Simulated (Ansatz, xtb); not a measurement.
**Two isomers of C3H8OSi**

Structure X: `C=C(C)[SiH2]O`, a singlet. Structure Y: `C[C@@H]1C[SiH2]O1`, a singlet. Both are isolated molecules in the gas phase, relaxed with B3LYP/def2-SVP; the shapes shown needn't be the lowest conformers.

X (Å):

```yaml
atoms:
  - { symbol: C, position_ang: [-1.5129, 0.1333, 0.1121] }
  - { symbol: C, position_ang: [-0.7207, 1.1156, 0.5712] }
  - { symbol: C, position_ang: [-1.2581, 2.2912, 1.3528] }
  - { symbol: O, position_ang: [1.5170, -0.2604, -0.7648] }
  - { symbol: Si, position_ang: [1.1318, 1.0247, 0.2354] }
  - { symbol: H, position_ang: [-1.1065, -0.7185, -0.4429] }
  - { symbol: H, position_ang: [-2.5980, 0.1363, 0.2787] }
  - { symbol: H, position_ang: [-1.0303, 3.2474, 0.8493] }
  - { symbol: H, position_ang: [-0.7971, 2.3518, 2.3549] }
  - { symbol: H, position_ang: [-2.3502, 2.2294, 1.4875] }
  - { symbol: H, position_ang: [1.8885, 0.7969, 1.4966] }
  - { symbol: H, position_ang: [1.5730, 2.3279, -0.3580] }
  - { symbol: H, position_ang: [1.2495, -0.1891, -1.6884] }
```

Y (Å):

```xyz
13

C    -1.4361    2.3583    1.0848
C    -1.2958    0.8768    0.7903
C    -0.8676   -0.0245    1.9936
O    -0.1955    0.6427   -0.1421
Si    0.5807   -0.4780    0.8649
H    -1.5925    2.9186    0.1499
H    -2.2945    2.5424    1.7515
H    -0.5262    2.7485    1.5693
H    -2.2270    0.5024    0.3270
H    -1.5863   -0.8160    2.2500
H    -0.6238    0.5447    2.9032
H     0.6272   -1.8670    0.3217
H     1.9639   -0.0892    1.2676
```

**Question.** Estimate E(Y) − E(X) at the level CCSD(T)/def2-SVP + ΔMP2/def2-TZVPP.

**Answer.** Calculated at CCSD(T)/def2-SVP + ΔMP2/def2-TZVPP: E(Y) − E(X) = +0.343 eV, so structure X lies lower.

The same difference at several levels:

```
                             level        geometry  E(Y) − E(X) (eV)  departure from the last row (eV)  job, with rough time for the two
                          GFN2-xTB        GFN2-xTB              −0.344                            −0.688              optimisation, 0.19 s
                         HF/STO-3G        GFN2-xTB              −1.206                            −1.550              single point, 0.36 s
                r2SCAN-D4/def2-SVP        GFN2-xTB              +0.156                            −0.188               single point, 4.2 s
                    B3LYP/def2-SVP  B3LYP/def2-SVP              +0.255                            −0.088                optimisation, 51 s
                       HF/def2-SVP  B3LYP/def2-SVP              +0.393                            +0.049           part of the CCSD(T) run
                      MP2/def2-SVP  B3LYP/def2-SVP              +0.237                            −0.107           part of the CCSD(T) run
                  CCSD(T)/def2-SVP  B3LYP/def2-SVP              +0.269                            −0.075                      single point
CCSD(T)/def2-SVP + ΔMP2/def2-TZVPP  B3LYP/def2-SVP              +0.343                                                  single point, 39 s
```

As drawn, Y has 1 C–C, 1 C–O, 1 C–H in place of 1 C=C, 1 O–H. Structure X has no ring, Y a 4-membered ring.

GFN2-xTB, HF/STO-3G put the two in the other order. The largest departure from CCSD(T)/def2-SVP + ΔMP2/def2-TZVPP is that of HF/STO-3G, 1.550 eV. The last row adds to CCSD(T) the change of the MP2 difference between the two basis sets, here +0.075 eV.

With thermal terms from frequencies at re-optimised GFN2-xTB minima (ideal gas, soft modes damped towards free rotors, one conformer each, 298.15 K, 1 atm): on the last row, ΔE + ΔZPE = +0.440, ΔH = +0.397, ΔG = +0.494 eV.

The correlated steps freeze 9 core orbitals. Mirror images aren't counted in ΔG. Programs: Ansatz 0.2.0, xtb 6.7.1; the last row on 2 threads of Arm Neoverse V1 on a shared host.

The open-chain alkenylsilanol X lies below the oxasiletane Y, and the thermal terms widen the gap. Exchanging a C=C π bond and an O–H bond for C–C, C–O and C–H σ bonds would normally be favourable, as in the addition of an alcohol to an alkene. Here the product is a four-membered ring, whose compressed angles probably cost more than the new σ bonds return. Ring closure also removes the torsional freedom about the Si–C and Si–O bonds, which accounts for ΔG exceeding ΔH.

Hartree–Fock already gives the right order in def2-SVP, so the reversal with STO-3G is not simply a matter of missing correlation; the minimal basis probably describes the π bond too poorly relative to the σ bonds of the ring. The close agreement of HF/def2-SVP with the last row is partly fortuitous, since correlation lowers the difference and the larger basis raises it again. The energy ordering says nothing about the barrier separating Y from X.
